The bulk modulus $B$ tells how hard a solid resists uniform squeezing. A metal with $B = 10$ GPa needs about 0.1 GPa of pressure to lose one per cent of its volume. The table holds $B$ for the alkali metals and for the alkaline-earth metals from Mg to Ba, all calculated in one close-packed structure. Its other columns include the volume per atom $V$ and the pressure derivative $B'$, the rate at which $B$ grows with pressure.

Alkali metals Li to Cs and alkaline-earth metals Mg to Ba in the dhcp structure, calculated with Ansatz 0.2.0: LDA, plane waves (cutoff 420 eV) with scalar-relativistic PAW, no spin polarisation, Fermi-Dirac smearing of width 0.1 eV. Volume, bulk modulus and its pressure derivative come from an equation of state over uniformly scaled volumes.

```tsv
element	Z	valence electrons	k mesh	volume per atom, LDA (Å³)	bulk modulus, LDA (GPa)	bulk modulus pressure derivative, LDA
Li	3	1	14×14×4	18.95	15.0	3.35
Na	11	1	11×11×3	33.41	9.08	3.73
Mg	12	2	13×13×4	21.71	38.9	4.03
K	19	1	9×9×3	64.31	4.45	3.79
Ca	20	2	11×11×3	38.15	19.4	3.12
Rb	37	1	9×9×3	77.77	3.56	3.71
Sr	38	2	10×10×3	48.66	13.5	3.31
Cs	55	1	8×8×3	96.78	2.45	2.92
Ba	56	2	10×10×3	53.49	9.10	2.47
```

None of these elements takes this structure under ordinary conditions, and LDA usually makes such metals too dense and too stiff. The values are therefore best used to compare one element with another. All runs used PAW datasets made for another functional, PBE, and the effect of this mismatch was not measured. Every run was non-magnetic from the start, so no magnetic order was tested.

**(a) Explain why metals with large atoms are soft and why a second valence electron stiffens them. Estimate $B$ of Na from its volume alone.**

*Solution.* Picture each atom as a small positive ion in a sphere of evenly spread valence electrons. The attraction between ion and electrons pulls the sphere together. Two things hold it open: the kinetic energy of the confined electrons, and their exclusion from the region of the ion core. In a large sphere all these forces are weak and spread over a large surface, so a small pressure is enough to shift the balance. A second valence electron comes with a doubly charged ion, and both pull and push grow.

In formulas, let $R$ be the radius of a sphere of volume $V$ and $z$ the number of valence electrons. With energies in rydberg and lengths in bohr, the energy per atom is

$$u(R)=\frac{A}{R^2}-\frac{C}{R}+\frac{D}{R^3},\qquad A=2.21\,z^{5/3},\qquad C=1.8\,z^2+0.916\,z^{4/3}.$$

The first term is the kinetic energy of an electron gas. The second combines the electrostatic attraction with the exchange energy, and the third is the repulsion from the core. The strength $D$ need not be known. At zero pressure $u'(R)=0$, which gives $3D = CR^2-2AR$. Putting this into the second derivative leaves $u''=2(CR-A)/R^4$, and since $B=V\,d^2u/dV^2=u''/(12\pi R)$ at zero pressure,

$$B=\frac{CR-A}{6\pi R^5}.$$

For Na, $V = 33.41$ Å³ gives $R = (3V/4\pi)^{1/3} = 2.00$ Å, or 3.776 bohr. With $z=1$, $C = 2.716$ and $CR-A = 10.25-2.21 = 8.04$. Dividing by $6\pi R^5 = 14\,460$ gives $5.56\times10^{-4}$ rydberg per cubic bohr. One such unit is 14 710 GPa, so $B \approx 8.2$ GPa, against 9.08 GPa in the table.

No constant of this formula was adjusted to the table, although the volume was taken from it. For the five alkali metals the computed modulus lies between 0.91 and 1.26 times the estimate. For Mg, Ca and Sr it is about three quarters of the estimate. The model keeps the electrons evenly spread, which is a poorer picture around a doubly charged ion; this may be why it is too stiff there.

**(b) Which element departs most from a smooth relation between stiffness and volume, and by how much? Could the departure be seen from the bulk moduli alone?**

*Solution.* A smooth reference is a power law in the volume, with one exponent for both groups and a constant factor between them. It was fitted to the seven elements from Li to Sr. Cs and Ba stayed outside the fit, because a departure was suspected there; part (c) gives the reason. On this line $B$ is nearly inversely proportional to $V$, and a group 2 metal is about 2.5 times as stiff as an alkali metal of equal volume.

Ba breaks the pattern: its modulus lies 32% below the line. The model of part (a), scaled to the average of Mg, Ca and Sr, leads to the same verdict. It puts Ba at 12.4 GPa, and the computed 9.10 GPa is 27% lower. Two quite different references thus agree that Ba is softer than its volume suggests by roughly 30%.

Cs lies 12% below the power law. That is no clear break, since Sr, which was part of the fit, already lies 9% below it. Cs does stand near Ba in another column, for these two have the lowest pressure derivatives, 2.92 and 2.47. Ca follows closely with 3.12, so for Cs this is a hint and no more.

The moduli alone would not reveal Ba. From Ca to Sr $B$ falls by 30%, and from Sr to Ba by 33%, which looks like an ordinary step down the group. The oddity is in the volume, which grows by 28% in the first step and by only 10% in the second. Ba has remained small without gaining the stiffness that normally goes with a small atom.

Is the small volume the whole anomaly? Suppose that the volume had grown from Sr to Ba by 24%, as it does from Rb to Cs. Following the slope of the power law from Sr would then give 10.7 GPa. The computed value is still about 15% lower, since $9.10/10.7 = 0.85$. That remainder proves little, however. From Rb to Cs, where the volume does grow by 24%, $B$ falls by 31%, almost as much as the 33% from Sr to Ba. The modulus of Ba is thus about what an atom of ordinary size would have. What the cause has to explain is a small atom that is not stiff.

The printed output after this text compares every element with the power law and with the electron-gas model.

**(c) What can keep an atom small without making it stiff?**

*Solution.* The model of part (a) treats the valence electrons as one gas of fixed character. In Ba they have a choice. The 5d states lie close in energy to the occupied 6s states: in the free atom, moving an electron from 6s to 5d costs much less energy than the corresponding step in Ca and Sr. In the solid the levels broaden into overlapping bands, and the valence electrons take on a share of d character, which is expected to be larger in Ba than in Ca and Sr.

That share has two effects. The d orbitals are more compact than the s orbital and form bonds that draw the atoms together, which keeps the volume small. The share can also change when the metal is squeezed. Compression raises the energy of the widespread s electrons faster than that of the d electrons, so some charge passes from s to d. The metal escapes part of the cost of compression.

This escape always lowers the bulk modulus. Let the energy $E(V,n)$ depend on the volume and on the number $n$ of d electrons, and let $n$ settle at its best value for each volume. The curvature that decides the stiffness is then

$$\frac{d^2E}{dV^2}=E_{VV}-\frac{(E_{Vn})^2}{E_{nn}},$$

where subscripts denote partial derivatives. The first term is the stiffness at a frozen d share. The second is subtracted whatever the sign of $E_{Vn}$, because $E_{nn}$ is positive at a minimum. If this second term takes away a growing fraction of the frozen stiffness as the metal is compressed, $B'$ is lowered too, which would fit the low value for Ba.

The runs record no d occupations, so this cause is argued and not shown. Two other quantities from the runs may look like evidence, but neither tells s states from d states. The first is the energy range in which the highest band filled by electron count overlaps the next one. When the volume is reduced by 12%, it widens by 0.18 eV in Ba and narrows slightly in Sr. It also widens in Li and Na, where no d states are expected to take part, so widening is no mark of a transfer. The second is the electronic entropy term, which reflects how many states lie near the Fermi level. It rises by 5% in Cs and falls in the other eight metals, Ba included. The rise would fit d states moving towards the Fermi level in Cs; for Ba the term decides nothing.

The transition metals that follow in the periodic table show the other side of d electrons. There the d shell holds several electrons, and their strong bonds make the metal both compact and stiff, most of all near the middle of the row. In Ba the d share should be smaller and still adjustable, so that its readiness to change can offset the stiffness its bonds would bring.

The table thus has one clear break, Ba. A transfer from s to d states could account for both its small volume and the missing stiffness; a proof would need the d occupation at several volumes.

Printed output of the fit:

```
fit of lnB on 7 rows (Z < 55): constant 5.968 +/- 0.24, coefficient of g2 0.9328 +/- 0.062, coefficient of lnV -1.082 +/- 0.063; rms 0.0602, worst Sr 0.0947, leave-one-out rms 0.125
  rows outside the fit (model, value, miss): Cs 1.021, 0.8961, 0.125; Ba 2.595, 2.208, 0.387
Models against the table:
  row  electron-gas B (GPa)  computed B over electron-gas B  computed B against power law (%)  electron-gas pressure derivative  entropy term change on compression (%)
   Li                 16.43                          0.9129                            -7.417                             3.216                                  -3.648
   Na                 8.182                            1.11                             3.516                             3.242                                  -4.841
   Mg                 50.24                          0.7744                             9.441                             3.236                                  -5.301
    K                 3.601                           1.236                             3.046                             3.263                                  -4.019
   Ca                 24.87                            0.78                            0.4539                             3.257                                  -4.966
   Rb                 2.831                           1.257                             1.258                             3.269                                  -2.041
   Sr                  18.3                          0.7376                             -9.04                             3.264                                  -7.664
   Cs                 2.144                           1.143                            -11.71                             3.274                                   5.089
   Ba                 16.24                          0.5604                            -32.07                             3.266                                  -4.996
Mean of computed over electron-gas B for Mg, Ca and Sr: 0.764
Ba expected from the electron-gas model scaled by that mean (GPa): 12.41
Ba computed B against that expectation (%): -26.64
Cs computed B against the electron-gas model scaled at Rb (%): -9.122
Power law, group 2 over group 1 in B at equal volume: 2.542
Volume change from Ca to Sr (%): 27.55
Volume change from Sr to Ba (%): 9.926
Volume change from Rb to Cs (%): 24.44
Change of B from Ca to Sr (%): -30.41
Change of B from Sr to Ba (%): -32.59
Ba expected from Sr if its volume grew as from Rb to Cs, power-law slope (GPa): 10.66
Sr change of band overlap on compression (eV): -0.01962
Ba change of band overlap on compression (eV): 0.1849
```
